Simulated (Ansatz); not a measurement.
## Mo₃Te₄: pressure against volume

Mo₃Te₄, R-3, a = 10.106 Å, c = 11.731 Å. The structure is a COD entry; whether it is the stable form wasn't checked. Ansatz: PBEsol, PAW, 420 eV, Γ-centred 6×6×6 mesh on 14 atoms, Gaussian smearing 0.10 eV; no spin polarisation. Shape and atoms are relaxed at each volume; pressure is positive in compression.

| V (Å³/atom) | P (GPa) |
| --- | --- |
| 21.739 | ? |
| 22.480 | 5.73 |
| 23.221 | 3.33 |
| 23.962 | 1.46 |
| 24.703 | 0.00 |
| 25.444 | -1.12 |
| 26.185 | -1.99 |
| 27.173 | -2.84 |

Take V0 = 24.703 Å³/atom, fit the third-order Birch–Murnaghan form to the other rows, and predict the missing pressure.

With the Eulerian strain f = ½[(V0/V)^(2/3) − 1] and y = P/[3f(1 + 2f)^(5/2)], the form is the line y = B0 + 1.5 B0 (B0′ − 4) f. Rows (f, y): 0.03244, 50.3; 0.02105, 47.6; 0.01026, 45.1; -0.00976, 40.2; -0.01905, 38.4; -0.03078, 36.1. Means f = 0.0006933, y = 42.950; Σ(Δf)² = 0.003003, ΣΔfΔy = 0.6827; the slope is their ratio. y = 42.79 + 227.3 f GPa, so B0 = 42.8 GPa and B0′ = 4 + 2 × (227.3)/(3 × 42.79) = 7.54. At V = 21.739, f = 0.04447, y = 52.90 and P = 8.73 GPa. The run gave 8.81 GPa, so the fit is 0.08 GPa too low, a small miss on the scale of the series.

Cost: 8 runs of about 39 core-minutes in all, on Intel Xeon 6975P-C (Granite Rapids) (shared hosts).

Mo₃Te₄ is fairly compressible near equilibrium but stiffens quickly: B0 is 42.8 GPa, and B0′ of 7.54 lies well above the value at which the third-order form reduces to second order. The likely reason is the hierarchy of bonding in a Chevrel-type structure. Metal–metal bonding within the Mo₆ octahedra and the Mo–Te bonds capping them make stiff clusters, while the space between clusters, bounded largely by tellurium lone pairs, is softer. Compression probably closes that space first, after which Te–Te repulsion and the stiffer cluster framework carry more of the load.

The underestimate at the smallest volume also seems systematic. The normalised pressure y rises more steeply with strain on the compressed side than on the expanded side, so a single line through both branches tends to fall short at high compression. This suggests a higher-order strain term rather than a sudden structural change. Without the relaxed bond lengths and cell shapes, the division of compression between and within clusters remains an inference.
